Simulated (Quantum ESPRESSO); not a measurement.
# Collinear magnetic orders of rutile-type MnF2 at PBE+U: energies and a three-shell coupling model

In rutile-type MnF2 the closest Mn neighbours of a Mn atom are the two at 3.31 Å, yet eight more lie only slightly farther off, at 3.82 Å. If both shells favour opposed spins, no collinear order can satisfy them fully, and one must give way. The problem is to find the lowest order and to test whether couplings over three shells reproduce the energies of the others. Such couplings set the ordering temperature and the spin-wave energies of an antiferromagnet, and both matter for its use in spin-based devices. The energies are calculated with PBE and a U of 4 eV on Mn, with atoms fixed, and are given per Mn atom relative to the parallel order. A negative value means more stable than parallel.

## Computational details

One system, MnF2 (rutile-type, P4_2/mnm), 6 atom(s) a primitive cell, from measured cells of the Crystallography Open Database (measured order: antiferro (arxiv:0910.3137)). Quantum ESPRESSO 7.5, plane waves with GBRV 1.5 PBE pseudopotentials, cutoff 544 eV, Fermi-Dirac smearing of 0.02 eV, k meshes whose coarsest spacing along a reciprocal vector is 0.21 to 0.22 1/Å over all runs (2π included). Functional: PBE with Hubbard U (eV) Mn 4 on orthogonalised atomic projectors; collinear spins, no spin-orbit coupling. Atoms are fixed. Each order is started from typed moments on Mn, in the primitive cell or in a cell doubled at wavevector q (fractions of the primitive reciprocal vectors), on meshes of about the same density or denser; only runs that kept their pattern of signs are listed. Runs that did not converge or carry a known fault are not listed. The same in all rows: metal or insulator in the row's run, judged by its smearing entropy or density of states at the Fermi energy (a gap under a few smearing widths counts as a metal): insulator.

Notes on method and selection:

- In a Heisenberg model with E = -sum over ordered pairs of J e_i.e_j, the energy per magnetic atom is E0 less the sum over shells of J times the listed sum; further shells and changes of moment size are outside it.
- Each state is what a run reaches from typed starting moments; only a few collinear orders were started, so the lowest found need not be the ground state. Spin-orbit coupling is left out of these energies, which are free energies at the smearing width. A magnetic atom is one that was given a starting moment.
- Site moments count the spin inside each program's own atomic sphere, so they depend somewhat on its radius and leave out the spin between the spheres.
- Under a Hubbard U the orbital state was not searched.
- Quantum ESPRESSO sets the radius of an element's spheres to about 0.41 of its shortest distance to a neighbour.
- The shell on the horizontal axis is the one of the three whose sum correlates best with the energies.
- Runs that did not converge, have known faults or may not be shown are not listed, and runs on Ansatz's PAW sets soft_1 and soft_2 are kept to separate tables.

Columns:

- shell at 3.82 Å: sum of e_i.e_j over the 8 Mn neighbours at 3.82 Å, mean over magnetic atoms (+1 parallel, -1 opposed).
- shell at 3.31 Å: sum of e_i.e_j over the 2 Mn neighbours at 3.31 Å, mean over magnetic atoms (+1 parallel, -1 opposed).
- shell at 4.87 Å: sum of e_i.e_j over the 4 Mn neighbours at 4.87 Å, mean over magnetic atoms (+1 parallel, -1 opposed).
- moment (μB): largest site spin moment.
- net moment (μB): size of the net spin moment per magnetic atom.
- energy (meV): energy less that of the parallel order, per magnetic atom.

Input lines of one member:

```
&SYSTEM
  ecutwfc = 40
  ecutrho = 280
  nbnd = 44
  occupations = 'smearing'
  smearing = 'fd'
  degauss = 0.00146997
  nspin = 2
  starting_magnetization(1) = 0.3
  starting_magnetization(2) = 0
/
&ELECTRONS
  conv_thr = 1.2d-08
  mixing_beta = 0.3
/
K_POINTS automatic
6 6 10 0 0 0
HUBBARD {ortho-atomic}
U Mn-3d 4.0000
```

Command (options for logging and memory left out): `pw.x -in pw.in`

## The series

| member | shell at 3.82 Å | shell at 3.31 Å | shell at 4.87 Å | moment (μB) | net moment (μB) | energy (meV) |
| --- | --- | --- | --- | --- | --- | --- |
| opposed +- | −8 | 2 | 4 | 4.24 | 0.00 | −19.79 |
| opposed q=(0,1/2,1/2) +-+- | 0 | −2 | 0 | 4.24 | 0.00 | −11.06 |
| opposed q=(0,0,1/2) +-+- | 0 | −2 | 4 | 4.24 | 0.00 | −10.96 |
| opposed q=(1/2,1/2,1/2) +-+- | 0 | −2 | −4 | 4.24 | 0.00 | −10.91 |
| opposed q=(0,1/2,0) +-+- | 0 | 2 | 0 | 4.24 | 0.00 | ? |
| parallel ++ | 8 | 2 | 4 | 4.25 | 5.00 | 0.00 |

Cells marked ? are withheld until the estimate has been made.

Least-squares fits to the members shown, with x = shell at 3.82 Å; R² and errors in the fitted variable (y, or ln y where the fit is in ln y):

| y | members | fit | R² | rms residual | leave-one-out rms | the same for the mean of the others |
| --- | --- | --- | --- | --- | --- | --- |
| energy (meV) | 5 | y = −10.54 + 1.237 x | 0.99 | 0.53 | 1.4 | 7.9 |

## Why the values move as they do

**Solution.** The lowest order shown is opposed +-, at −19.79 meV. Its eight neighbours at 3.82 Å are all opposed, while the two at 3.31 Å are parallel. It lies 8.73 meV below the next order shown, and it agrees with the antiferromagnetic order named in the set-up. Only a few collinear patterns were started, so a lower one is not excluded.

The model is $E = E_0 - \sum_n J_n S_n$, where $S_n$ is the listed sum for shell $n$ and a negative $J_n$ favours opposed spins. The parallel and opposed +- orders differ only in the 3.82 Å sum, so −19.79 / 16 = −1.237 meV is the coupling of that shell.

For the 3.31 Å shell, the midpoint of those two orders, −9.895 meV, stands for sums of 0, 2 and 4 in the order of the columns. The order at q=(0,0,1/2) has 0, −2 and 4, and lies at −10.96 meV. The coupling is then −(−9.895 + 10.96) / 4 = −0.27 meV, also antiferromagnetic. It rests on the energy being linear in the 3.82 Å sum. In the lowest order the parallel pairs at 3.31 Å cost about 2 × 0.27 = 0.54 meV, against a gain of 8 × 1.237 = 9.90 meV from the larger shell.

The 4.87 Å shell has almost no effect: changing its sum from 4 to −4 moves the energy by only 0.05 meV.

The mechanism expected for the main coupling is superexchange through fluorine. Mn²⁺ has five parallel d electrons, consistent with the net moment of 5.00 μB in the parallel order. Virtual hopping to a neighbour is blocked by the Pauli principle when the spins are parallel and allowed when they are opposed, which lowers the energy by an amount of order $t^2/U_{\mathrm{eff}}$, with $t$ the effective hopping and $U_{\mathrm{eff}}$ the cost of moving an electron between Mn sites. The pairs at 3.82 Å share a corner fluorine with a wide Mn–F–Mn angle, which favours this path. The pairs at 3.31 Å share an octahedron edge, with an angle closer to a right angle, which is expected to weaken it despite the shorter distance.

The three-shell model misses the five energies by at most 0.08 meV, but it has four constants, so this is a weak test.

## A prediction

Plain estimates from the members shown:

- opposed q=(0,1/2,0) +-+-, fit at x = 0: −10.54 meV
- opposed q=(0,1/2,0) +-+-, straight-line interpolation between opposed +- and parallel ++: w = (0 − (−8)) / (8 − (−8)) = 0.500, so −19.79 + 0.500 × (0.00 − (−19.79)) = −9.89 meV

The order at q=(0,1/2,0) has sums of 0, 2 and 0. The one-shell fit, −10.54 meV, is drawn down by three orders whose 3.31 Å neighbours are opposed, whereas here they are parallel. The interpolation between opposed +- and parallel keeps that shell parallel and is the better start, at −9.895 meV.

It still has a 4.87 Å sum of 4 instead of 0. The orders at q=(0,0,1/2) and q=(1/2,1/2,1/2) differ only in this sum, which gives a shift of (−10.91 + 10.96) × 4 / 8 = +0.025 meV. The estimate is −9.895 + 0.025 = −9.87 meV.

The same use of midpoints can be tried on q=(0,1/2,1/2), which lies halfway between those two orders in its sums. It gives (−10.96 − 10.91) / 2 = −10.935 meV against the calculated −11.06 meV, a miss of 11.06 − 10.935 = 0.125 meV.

With one degree of freedom left, the three-shell fit has a scatter of about 0.10 meV, which becomes about 0.14 meV for a new member. This is doubled to 0.3 meV as a judgement, because the interpolation spans 19.79 meV and no shown order tests its linearity. Curvature from higher-order hopping would enter there directly.

**Committed estimate, opposed q=(0,1/2,0) +-+-: energy = −9.9 ± 0.3 meV.**

## Check

| member | shell at 3.82 Å | shell at 3.31 Å | shell at 4.87 Å | moment (μB) | net moment (μB) | energy (meV) |
| --- | --- | --- | --- | --- | --- | --- |
| opposed q=(0,1/2,0) +-+- | 0 | 2 | 0 | 4.24 | 0.00 | −10.32 |

| member | estimate | energy (meV) | computed | estimate − computed | miss in error bars |
| --- | --- | --- | --- | --- | --- |
| opposed q=(0,1/2,0) +-+- | committed | −9.90 | −10.32 | +0.42 | 1.4 |
| opposed q=(0,1/2,0) +-+- | fit | −10.54 | −10.32 | −0.22 |  |
| opposed q=(0,1/2,0) +-+- | interpolation | −9.89 | −10.32 | +0.43 |  |

The estimate of −9.9 meV lies 0.42 meV above the computed −10.32 meV, outside its error bar by a factor of 1.4. It did no better than the interpolation (0.43 meV off) and worse than the one-shell fit (0.22 meV off).

The step that failed was taking the midpoint of the parallel and opposed +- orders for an order whose 3.82 Å sum is zero. The correction for the 4.87 Å shell was far too small to matter.

The same midpoint had been used to obtain the 3.31 Å coupling, so that value needs revising. The orders at q=(0,1/2,0) and q=(0,1/2,1/2) differ only in the 3.31 Å sum among the three shells, which gives −(−10.32 + 11.06) / 4 = −0.185 meV instead of −0.27 meV. The coupling remains antiferromagnetic but is weaker. The dominance of the 3.82 Å shell, expected from superexchange through fluorine, is unaffected.

## Members off the line

Least-squares fits to the whole series, with x = shell at 3.82 Å; R² and errors in the fitted variable (y, or ln y where the fit is in ln y):

| y | members | fit | R² | rms residual | leave-one-out rms | the same for the mean of the others |
| --- | --- | --- | --- | --- | --- | --- |
| energy (meV) | 6 | y = −10.51 + 1.237 x | 0.99 | 0.49 | 1.1 | 6.9 |

Largest departures from the fit to the whole series:

| member | energy (meV) | fit | computed − fit | in rms residuals |
| --- | --- | --- | --- | --- |
| opposed +- | −19.79 | −20.41 | +0.62 | 1.2 |
| parallel ++ | 0.00 | −0.61 | +0.61 | 1.2 |
| opposed q=(0,1/2,1/2) +-+- | −11.06 | −10.51 | −0.55 | 1.1 |
| opposed q=(0,0,1/2) +-+- | −10.96 | −10.51 | −0.45 | 0.9 |

No order stands apart: the largest departure from the one-shell fit is 1.2 rms residuals. The signs do follow a pattern, however. All three orders with opposed neighbours at 3.31 Å lie below the line, and the three with parallel neighbours lie above it, as an antiferromagnetic coupling in that shell requires. Its full effect is 4 × 0.185 = 0.74 meV.

This leaves opposed +- and parallel, at +0.62 and +0.61 meV, about 0.4 meV higher above the line than q=(0,1/2,0), which has the same 3.31 Å sum. The 4.87 Å shell alone is an unlikely cause, since changing its sum from 4 to −4 elsewhere moves the energy by only 0.05 meV. These two orders fit the primitive cell, whereas the other four need a doubled one, but an offset between k meshes is also unlikely, as the meshes are of similar density and all the orders are insulating. Couplings to more distant neighbours, or terms involving more than two spins, are more plausible causes; the six energies do not separate them.

## What to take away

Of the six orders, opposed +- is lowest, by 8.73 meV per Mn atom. A least-squares fit with all three shells gives

$$E = -10.54 + 1.237\,S_{3.82} + 0.220\,S_{3.31} + 0.022\,S_{4.87}$$

in meV. Its rms residual is 0.14 meV, against 0.49 meV for one shell, and its largest miss is about 0.2 meV. The small 4.87 Å term is not a reliable coupling: its sign is opposite to that found from q=(0,0,1/2) and q=(1/2,1/2,1/2), which differ only in that sum among the three shells. With four constants for six energies, an error of about 0.4 meV, as found for the withheld order, is a safer expectation for a new one.

With the two nearer shells, the classical mean-field ordering temperature is $T = 2J_0/(3k_B)$, where $J_0$ = 8 × 1.237 − 2 × 0.185 = 9.53 meV. With $k_B$ in meV/K, this gives 2 × 9.53 / (3 × 0.08617) = 74 K. The quantum factor $(S+1)/S$ = 1.4 for spin 5/2 raises it to about 103 K, and mean-field theory normally overestimates.

The effect of spin-orbit coupling on these energy differences should be far smaller than the 19.79 meV spread, because the half-filled d shell has almost no orbital moment. The choice of U matters more: a larger U weakens superexchange and narrows the spread.

[Logs are printed without paths, hosts, clocks, repeated set-up lines and the standing remarks that a program may print on its own settings, such as how far it seeks lower states.]
